\section{What is calculated}

A localized spin in a metal exchanges spin with the conduction electrons. Only electrons within about $k_BT$ of the Fermi level find empty final states, so the flip rate is proportional to $T$, as Johnson noise power is. This is the law Korringa derived in 1950 for nuclear spins. Below it is derived for an electronic impurity spin $S$, converted to the slope of an electron spin resonance (ESR) linewidth in Oe/K (1 Oe corresponds to 0.1 mT), and corrected for the Kondo logarithms.

\section{Premises and conventions}

The crystal has $N$ cells and one impurity, in a field $B$ along $z$. Spin operators are dimensionless. The Hamiltonian is
\begin{equation}
H=\sum_{k\sigma}\epsilon_{k\sigma}c^\dagger_{k\sigma}c_{k\sigma}+\Delta S_z+J\,\mathbf S\cdot\mathbf s,\qquad
\mathbf s=\frac1N\sum_{kk'\alpha\beta}c^\dagger_{k\alpha}\frac{\boldsymbol\sigma_{\alpha\beta}}{2}c_{k'\beta},
\label{H}
\end{equation}
with $\Delta=g\mu_BB$, Pauli matrices $\boldsymbol\sigma$, and $\epsilon_{k\sigma}$ measured from the Fermi level and including the electron Zeeman energy. Positive $J$ is antiferromagnetic. The premises are:

(a) The electrons do not interact with one another, and their density of states $\rho$, per cell and per spin direction, is constant for $|\epsilon|<D$, with $D\gg k_BT,\Delta$.

(b) The exchange is isotropic and independent of $k,k'$ (one contact channel; relaxed later).

(c) The dimensionless coupling $j=\rho J$ is small.

(d) The electrons stay in equilibrium, with the same Fermi function $f(\epsilon)=1/(e^{\beta\epsilon}+1)$, $\beta=1/k_BT$, for both spins.

(e) Impurities are independent, and the $2S+1$ levels are equally spaced.

Authors who write $-J\,\mathbf S\cdot\mathbf s$ have the opposite sign of $j$ and the same rate. Authors who write $2J'\,\mathbf S\cdot\mathbf s$ have $J=2J'$ and a prefactor $4\pi$ where $\pi$ appears below.

\section{Golden rule for one spin flip}

With $S_\pm=S_x\pm iS_y$, and likewise for $\mathbf s$,
\begin{equation}
J\,\mathbf S\cdot\mathbf s=JS_zs_z+\frac J2\left(S_-s_++S_+s_-\right),\qquad s_+=\frac1N\sum_{kk'}c^\dagger_{k\uparrow}c_{k'\downarrow}.
\label{split}
\end{equation}
The term $S_-s_+$ lowers the impurity from $m$ to $m-1$, releasing $\Delta$, and moves an electron from $k'\!\downarrow$ to $k\!\uparrow$, which creates a particle-hole pair. With $X=S(S+1)$, $|\langle m-1|S_-|m\rangle|^2=X-m(m-1)$. The initial electron state must be full and the final one empty, so
\begin{equation}
W_{m\to m-1}=\frac{2\pi}{\hbar}\left(\frac{J}{2N}\right)^2[X-m(m-1)]\sum_{kk'}f(\epsilon_{k'\downarrow})[1-f(\epsilon_{k\uparrow})]\,\delta(\epsilon_{k\uparrow}-\epsilon_{k'\downarrow}-\Delta).
\end{equation}
Each sum becomes $N\rho\int d\epsilon$. The electron Zeeman energy only shifts flat bands and drops out. What remains is
\begin{equation}
I(E)=\int d\epsilon\,f(\epsilon)[1-f(\epsilon+E)].
\end{equation}
Put $a=\epsilon$, $b=\epsilon+E$. Identically $f_a-f_b=f_a(1-f_b)-f_b(1-f_a)$, and the Fermi function gives $f_b(1-f_a)=e^{-\beta E}f_a(1-f_b)$. Hence $f_a(1-f_b)=(f_a-f_b)/(1-e^{-\beta E})$. The area between a step and its copy shifted by $E$ is $E$, so
\begin{equation}
I(E)=\frac{E}{1-e^{-\beta E}},\qquad I(0)=k_BT.
\label{I}
\end{equation}
The upward process absorbs $\Delta$ and involves $I(-\Delta)$. Therefore
\begin{equation}
W_{m\to m\mp1}=w_\mp[X-m(m\mp1)],\qquad w_\mp=\frac{\pi j^2}{2\hbar}I(\pm\Delta).
\label{w}
\end{equation}
The ratio $w_+/w_-=e^{-\beta\Delta}$ is detailed balance. With $x=\beta\Delta$ and
\begin{equation}
\Gamma=\frac{\pi j^2k_BT}{\hbar},
\end{equation}
Eq.~\eqref{I} gives $w_--w_+=\Gamma x/2$ and $w_-+w_+=\Gamma(x/2)\coth(x/2)$.

\section{Longitudinal rate $1/T_1$}

Each jump changes $S_z$ by one unit. For level populations $p_m$,
\begin{align}
\frac{d\langle S_z\rangle}{dt}&=\sum_mp_m\left\{w_+[X-m(m+1)]-w_-[X-m(m-1)]\right\}\nonumber\\
&=-(w_-+w_+)\langle S_z\rangle-(w_--w_+)\langle X-S_z^2\rangle.
\label{Sz}
\end{align}
For $S=1/2$, $X-S_z^2=1/2$ and the equation closes at any field: $\langle S_z\rangle$ relaxes to $-\tfrac12\tanh(x/2)$ at the rate $\Gamma(x/2)\coth(x/2)$. For any $S$ and $x\to0$, the last term is a constant source, since it already carries a factor $x$ and $\langle S_z^2\rangle\to X/3$ near equilibrium. The decay is then exponential, with
\begin{equation}
\frac1{T_1}=\frac{\pi(\rho J)^2k_BT}{\hbar}.
\label{K}
\end{equation}
This is the Korringa rate. It is independent of $S$ and of the sign of $J$.

The field correction does depend on $S$. Start from populations $p_m\propto e^{-ym}$ with $y=x+\delta y$, as after a small field step. With the zero-field moments $\mu_2=X/3$, $\mu_4=X(3X-1)/15$ and $\kappa=\mu_4-\mu_2^2$, expansion in $y$ gives $\langle S_z\rangle\simeq-y\mu_2$ and $\langle S_z^2\rangle\simeq\mu_2+y^2\kappa/2$. Thus $\delta\langle S_z^2\rangle=-x(\kappa/\mu_2)\,\delta\langle S_z\rangle$ with $\kappa/\mu_2=(4X-3)/15$, and the initial decay rate from Eq.~\eqref{Sz} is
\begin{equation}
\frac1{T_1}\simeq\Gamma\left[1+\frac{x^2}{12}+\frac{x^2}{2}\,\frac{4X-3}{15}\right].
\label{c1}
\end{equation}
For $S=7/2$ the bracket is $1+\tfrac{25}{12}x^2$. For a large spin the condition on Eq.~\eqref{K} is $Sg\mu_BB\ll k_BT$, which is stricter than $g\mu_BB\ll k_BT$.

\section{Transverse rate and ESR linewidth}

ESR measures the decay of $\langle S_+\rangle$, the time $T_2$. This needs the second-order (Bloch--Redfield) equation for the full density matrix. The electron bath conserves its own $z$ spin, so the only nonzero correlators are $\langle s_-s_+\rangle$, $\langle s_+s_-\rangle$ and $\langle s_zs_z\rangle$, and each term of Eq.~\eqref{split} acts as a separate jump. A jump operator $L$ with rate $w$ contributes
\begin{equation}
\frac{d\langle A\rangle}{dt}=w\left\langle L^\dagger AL-\tfrac12\{L^\dagger L,A\}\right\rangle=\frac w2\left\langle L^\dagger[A,L]+[L^\dagger,A]L\right\rangle,
\end{equation}
where $w$ is the golden-rule noise power of the bath operator that multiplies $L$; for $A=S_z$ this reproduces Eq.~\eqref{Sz}. Principal-value terms of the same order shift the line and are left out. The jumps are $S_-$ with $w_-$, $S_+$ with $w_+$, and $S_z$ with $w_z$. The operator $Js_z$ scatters either spin species elastically with amplitude $\pm J/2N$, so
\begin{equation}
w_z=2\cdot\frac{2\pi}{\hbar}\left(\frac J2\right)^2\rho^2I(0)=\Gamma.
\end{equation}
Use $[S_+,S_-]=2S_z$ and $[S_z,S_+]=S_+$. For $A=S_+$ the three jumps give $w_-S_+S_z$, $-w_+S_zS_+$ and $-w_zS_+/2$. With $C=\{S_z,S_+\}/2$ one has $S_+S_z=C-S_+/2$ and $S_zS_+=C+S_+/2$, so in the frame rotating at $\Delta/\hbar$
\begin{equation}
\frac{d\langle S_+\rangle}{dt}=-\frac{w_-+w_++w_z}{2}\langle S_+\rangle+(w_--w_+)\langle C\rangle.
\end{equation}
For $x\to0$ the last term vanishes and $1/T_2=\Gamma=1/T_1$, half from flips and half from dephasing. The equality reflects isotropy: the bath forgets within $\hbar/k_BT$, before the spin has precessed, so the field direction is not singled out. For an equilibrium state tipped by a small angle $\theta$, $\langle S_+\rangle=-\theta x\mu_2$ and $\langle C\rangle=\theta\langle S_z^2-S_x^2\rangle=\theta(3\langle S_z^2\rangle-X)/2=\tfrac34\theta x^2\kappa$, so initially
\begin{equation}
\frac1{T_2}\simeq\Gamma\left[1+\frac{x^2}{24}+\frac{3x^2}{8}\,\frac{4X-3}{15}\right],
\label{c2}
\end{equation}
with the bracket $1+\tfrac{37}{24}x^2$ for $S=7/2$.

The Fourier transform of $e^{-t/T_2}$ has the absorptive part $T_2/(1+\delta\omega^2T_2^2)$, a Lorentzian of half width $1/T_2$. In a field sweep $\hbar\,\delta\omega=g\mu_B\,\delta B$, so the half width at half maximum is
\begin{equation}
\Delta H=\Delta H_0+bT,\qquad b=\frac{\pi k_B}{g\mu_B}j^2.
\label{b}
\end{equation}
The residual width $\Delta H_0$ collects static broadening outside the model. For $g=2$ the prefactor is $2.34\times10^4$ Oe/K. In a metal thicker than the microwave skin depth the signal mixes absorption and dispersion (Dysonian line), and $\Delta H$ is the Lorentzian half width fitted to that mixture.

\section{$g$ shift and several channels}

To first order in $J$ the impurity feels the mean field $J\langle s_z\rangle$. The bands shift by $\pm g_e\mu_BB/2$, so $n_\uparrow-n_\downarrow=-\rho g_e\mu_BB$ per cell and $\langle s_z\rangle=-\rho g_e\mu_BB/2$. Adding $J\langle s_z\rangle S_z$ to $g\mu_BBS_z$ gives $\Delta g=-jg_e/2\simeq-j$ for $g_e\simeq2$. Ferromagnetic exchange gives a positive shift, and for one channel $b=(\pi k_B/g\mu_B)(\Delta g)^2$.

A real ion couples to several orthogonal orbital channels $\lambda$, through $\sum_\lambda J_\lambda\mathbf S\cdot\mathbf s_\lambda$ with $j_\lambda=\rho_\lambda J_\lambda$. Mean fields add linearly. Rates add too, because the final states are distinct:
\begin{equation}
\Delta g=-\sum_\lambda j_\lambda,\qquad j^2\to j_{\rm eff}^2=\sum_\lambda j_\lambda^2.
\label{ch}
\end{equation}
For $n$ equal channels $|\Delta g|=\sqrt n\,j_{\rm eff}$, so a slope predicted from the shift with the one-channel relation is $n$ times too large.

\section{Leading logarithms}

Beyond the golden rule an electron can scatter twice, through any intermediate state in the band. Anderson's scaling argument (1970) sums the largest such terms. Remove the states $q$ within $\delta D$ of each band edge, $N\rho\,\delta D$ per spin and per edge, and fold their effect on scattering $k'\to k$ near the Fermi level into $J$. Each intermediate state costs $D$ and enters with $-1/D$. Repeated indices $a,b$ are summed over $x,y,z$.

\emph{Particle path.} The electron goes $k'\to q$ (empty upper edge, vertex $b$), then $q\to k$ (vertex $a$). Impurity and electron operators stand in the same order:
\begin{equation}
\delta V_p=-\frac{J^2\rho\,\delta D}{4ND}S_aS_b\,(\sigma_a\sigma_b)_{\alpha\beta}\,c^\dagger_{k\alpha}c_{k'\beta}.
\end{equation}

\emph{Hole path.} An electron from the full lower edge goes $q\to k$ first (vertex $a$), and $k'\to q$ refills it (vertex $b$). The matrix product is still $\sigma_a\sigma_b$, but the impurity order is $S_bS_a$. With $q$ full, $c^\dagger_qc_{k'}c^\dagger_kc_q=c_{k'}c^\dagger_k=-c^\dagger_kc_{k'}+\delta_{kk'}$; the last piece is a constant energy. The sign is reversed:
\begin{equation}
\delta V_h=+\frac{J^2\rho\,\delta D}{4ND}S_bS_a\,(\sigma_a\sigma_b)_{\alpha\beta}\,c^\dagger_{k\alpha}c_{k'\beta}.
\end{equation}
The sum contains $[S_a,S_b]\sigma_a\sigma_b=i\varepsilon_{abc}S_c\,i\varepsilon_{abd}\sigma_d=-2\,\mathbf S\cdot\boldsymbol\sigma$, for any $S$. Comparison with the vertex $(J/N)\mathbf S\cdot\boldsymbol\sigma/2$ gives $\delta J=+\rho J^2\delta D/D$, half from each path. Since the running cutoff $D'$ is being lowered,
\begin{equation}
\frac{dj}{d\ln D'}=-j^2,\qquad\frac1{j(D')}=\frac1{j_0}-\ln\frac D{D'},
\end{equation}
where $j_0$ is the bare value. At finite temperature a state at $\epsilon$ is empty with probability $1-f$ and full with probability $f$, so the commutator term carries $\int d\epsilon\,(1-2f)/2\epsilon$ over the band. Because $1-2f=\tanh(\beta\epsilon/2)$, the logarithm ends at $|\epsilon|\sim k_BT$. The golden rule then applies to the narrowed band, with
\begin{equation}
\frac1{j(T)}=\frac1{j(T_0)}+\ln\frac T{T_0}
\label{flow}
\end{equation}
for any reference temperature $T_0$. The second-order vertex stays within one channel, so Eq.~\eqref{flow} holds for each $j_\lambda$ separately.

\emph{Antiferromagnetic exchange}, $j_0>0$, the case of Mn in Cu, an alloy used in interconnect seed layers. The coupling grows on cooling, $1/j$ extrapolates to zero at $k_BT_K=De^{-1/j_0}$, and for one channel
\begin{equation}
j(T)=\frac1{\ln(T/T_K)},\qquad\frac1{T_1}=\frac{\pi k_BT}{\hbar\ln^2(T/T_K)},\qquad T\gg T_K.
\label{KL}
\end{equation}
At $T=10^3T_K$, $j=0.145$ and $\hbar/T_1=0.066\,k_BT$. Near $T_K$ the expansion fails, and the divergence of Eq.~\eqref{KL} is an artifact.

\emph{Ferromagnetic exchange}, $j_0<0$. Now $|j(T)|=|j_0|/[1+|j_0|\ln(D/k_BT)]$ shrinks on cooling. The scale $De^{-1/j_0}$ lies above the band edge and has no physical meaning. There is no Kondo temperature, and Eq.~\eqref{flow} is the useful form.

In both cases the factor of order one in $D'\sim k_BT$ is undetermined, so $j(T)$ is fixed up to a relative correction of order $j$. The local slope $d\Delta H/dT=b(T)[1-2j(T)]$ differs from $b(T)$ at that same order.

\section{Bottleneck}

Premise (d) fails when many impurities feed spin into the electrons faster than the lattice removes it, a situation analysed by Hasegawa (1959). Let $M_S$, $M_e$ be the departures from equilibrium magnetization, $1/T_{Se}=\Gamma$, and $1/T_{eL}$ the electron spin-lattice rate due to spin-orbit scattering. Exchange conserves total spin, so for equal $g$ factors
\begin{equation}
\dot M_S=-\frac{M_S}{T_{Se}}+\frac{M_e}{T_{eS}},\qquad\dot M_e=\frac{M_S}{T_{Se}}-\frac{M_e}{T_{eS}}-\frac{M_e}{T_{eL}}.
\end{equation}
No net transfer occurs when $M_S/M_e=\chi_S/\chi_e$, which is equilibrium in a slightly different field. With impurity fraction $c$ per cell and total density of states $\rho_t$ per cell and spin, $\chi_S\propto cX/3k_BT$ and $\chi_e\propto\rho_t/2$ with a common factor, so
\begin{equation}
\frac1{T_{eS}}=\frac{\chi_S}{\chi_e}\Gamma=\frac{2\pi cXj_{\rm eff}^2}{3\hbar\rho_t}.
\label{eS}
\end{equation}
If the electron rates far exceed $\Gamma$ and the difference of the two precession frequencies, then $\dot M_e\simeq0$, for transverse components as well. Solving for $M_e$ and substituting gives
\begin{equation}
b_{\rm obs}=\frac{b}{1+T_{eL}/T_{eS}}.
\label{bot}
\end{equation}
The Korringa slope is the limit $c\to0$ of the observed slope.

\section{Range of validity}

(1) $Sg\mu_BB\ll k_BT\ll D$; Eqs.~\eqref{c1} and \eqref{c2} give the field corrections.

(2) $\hbar/T_1=\pi j_{\rm eff}^2k_BT\ll k_BT$, so that the bath has no memory on the scale of $T_1$.

(3) $|j_\lambda|\ll1$, which means $T\gg T_K$ for antiferromagnetic channels.

(4) $\pi|j_\lambda|S/2\ll1$. A large, nearly static spin is a potential $V=\pm JS/2$ for the two electron spins. It turns the local Green function $G_0=-i\pi\rho$ into $G_0/(1-VG_0)$ and the local density of states into $\rho/(1+t^2)$, with $t=\pi jS/2$. The flip rate contains one such factor per spin direction, so this large-$S$ estimate multiplies it by $(1+t^2)^{-2}$. A slope therefore yields an effective $j$, not the bare one.

(5) $T_{eL}\ll T_{eS}$, or else Eq.~\eqref{bot}; no impurity-impurity coupling or magnetic order; a normal, not superconducting, host.

(6) Crystal-field fine structure absent, or averaged out by the relaxation itself. For resolved lines $m\leftrightarrow m+1$ the equation for $\langle S_+\rangle$ does not close and the widths depend on $m$.

(7) No electron-electron enhancement of the spin susceptibility, which raises shift and slope by different factors.

\section{Illustration: Gd in LaAl$_2$}

Gd$^{3+}$ on a La site has a half-filled $4f^7$ shell with $S=7/2$ and no orbital moment. The inputs, all typical or assumed, are: $g=2.0$; ferromagnetic net exchange; an X-band frequency of 9.4 GHz; $T$ from 5 to 20 K, above the superconducting transition near 3 K; $\rho_t=1.5$ states per eV, spin and formula unit; $1/T_{eL}=1\times10^{11}$ s$^{-1}$; and $j_{\rm eff}=0.050$ at $T_0=10$ K. The last value is chosen to reproduce a typical dilute-limit slope of roughly 60 Oe/K, so the slope below is no test of the theory. For one channel it means $J=-0.033$ eV.

The resonance field is $h\nu/g\mu_B=3.36$ kOe and $\Delta/k_B=0.451$ K. At 5 K, $x=0.090$, and the field corrections are 1.7\% for $1/T_1$ and 1.3\% for $1/T_2$. Equation~\eqref{b} gives $b=58$ Oe/K (5.8 mT/K). At 10 K, $1/T_1=1.0\times10^{10}$ s$^{-1}$, or $T_1=97$ ps, and $\hbar/T_1=0.0079\,k_BT$.

The table lists the model's thermal width $\Delta H-\Delta H_0$ in kOe, for constant coupling and for Eq.~\eqref{flow} with one channel ($j=-0.050$ at 10 K) or five equal channels ($j_\lambda=-0.0224$), an assumed caricature of coupling to $5d$-like electrons.

\begin{center}
\begin{tabular}{lccc}
\hline
$T$ (K) & 5 & 10 & 20\\
\hline
golden rule & 0.29 & 0.58 & 1.17\\
leading log, $n=1$ & 0.27 & 0.58 & 1.25\\
leading log, $n=5$ & 0.28 & 0.58 & 1.21\\
\hline
\end{tabular}
\end{center}

For one channel $j$ runs from $-0.0483$ to $-0.0518$, and the thermal width divided by $T$ rises by a factor 1.15 from 5 to 20 K; for five channels the factor is 1.06. This is a weak upward curvature, opposite in sign to the Kondo case, and a straight-line fit with free $\Delta H_0$ absorbs most of it. At 20 K the width is about a third of the resonance field, so the fit must include the counter-rotating component of the microwave field. The large-spin factor of item (4) is 0.86 for $n=1$ ($t^2=0.076$) and 0.97 for $n=5$. It rivals the logarithm in size but is nearly independent of temperature, so it matters only when a bare $J$ is extracted.

The shift from Eq.~\eqref{ch} is $\Delta g=+0.050$ for $n=1$ and $+0.11$ for $n=5$ at the same slope. The one-channel contact model falls short of the typical shift for this system, about $+0.1$, by roughly a factor of two, so slope and shift should be read as separate averages of the exchange.

The bottleneck is the largest correction. For an assumed $c=1000$ ppm, Eq.~\eqref{eS} gives $1/T_{eS}=8.4\times10^{10}$ s$^{-1}$, and Eq.~\eqref{bot} reduces the slope by the factor 0.54 to 32 Oe/K. At 100 ppm the factor is 0.92 and the slope is 54 Oe/K. These are the model's values and depend on the assumed $T_{eL}$. In practice the Korringa slope is obtained from a concentration series extrapolated to zero, or after $T_{eL}$ has been shortened with nonmagnetic spin-orbit scatterers.